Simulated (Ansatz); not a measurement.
# CoW3: moving Co off its site

CoW3, Pm-3m, a = 3.858 Å. The structure is a Materials Project entry; whether it is the stable form wasn't checked. Ansatz: PBEsol, PAW, 420 eV, Γ-centred 12×12×12 mesh on 4 atoms, Gaussian smearing 0.15 eV; no spin polarisation.

```xyz
4
Lattice="3.8582 0.0000 0.0000 0.0000 3.8582 0.0000 0.0000 0.0000 3.8582" Properties=species:S:1:pos:R:3 pbc="T T T"
Co    0.0000    0.0000    0.0000
W     0.0000    1.9291    1.9291
W     1.9291    0.0000    1.9291
W     1.9291    1.9291    0.0000
```

Atom 1 (Co) moves by x along the unit vector (0.000, 0.000, 1.000), with its periodic images; all else is held. y is the free energy of the cell over the start, F the force along the path summed over the moved atoms. Symmetry makes y even in x.

```
  x (Å) y (meV) F (eV/Å)
-0.5000    845.6      3.20
-0.2500    230.9      1.77
 0.0000      0.0      0.00
 0.0625     15.1     -0.48
 0.1250        ?         ?
 0.1875    132.4     -1.38
 0.3125    353.2     -2.13
 0.3750    496.5     -2.45
 0.4375    659.5     -2.78
```

Q: Fit y = c2 x² + c4 x⁴ to the energies of the other rows, give the force constant, and predict energy and force of the missing row.

A: Least squares on the rows shown. y = 3754.4 x² − 1521.4 x⁴. The force constant is 2 c2 = 7.51 eV/Å² (for all images moving together, not for a lone atom). The force −dy/dx at the missing row is -0.93 eV/Å (computed -0.94). At x = 0.1250 the fit asked for gives 58.3 meV. The run gave 59.7 meV, so the fit is 1.4 meV too low, within the rms miss on the fitted rows (2.0 meV).

Spin–orbit coupling is left out, which can shift energies with elements as heavy as these.

Cost: 9 runs of about 2 core-minutes in all, on Intel Xeon 6975P-C (Granite Rapids) (shared hosts).

The cobalt site is a clear minimum along this path: the energy rises at every displacement, and the force always points back to the start. The well is not simply harmonic, though. The restoring force grows more and more slowly out to about 0.3750 Å, which gives the negative quartic term, then picks up again towards 0.5000 Å. The quartic form cannot follow that upturn and should not be extrapolated.

The geometry suggests why. Cobalt leaves a cage of twelve tungsten neighbours and heads for the centre of a square of four. Those four contacts shorten, but increasingly obliquely, while the other eight lengthen, so the early softening probably reflects a partial trade between compressed and stretched Co–W bonds. The late stiffening fits the onset of short-range repulsion as the square closes around cobalt. Cubic symmetry makes the harmonic force constant the same in every direction, but stability against zone-boundary modes or cell strain does not follow from it.
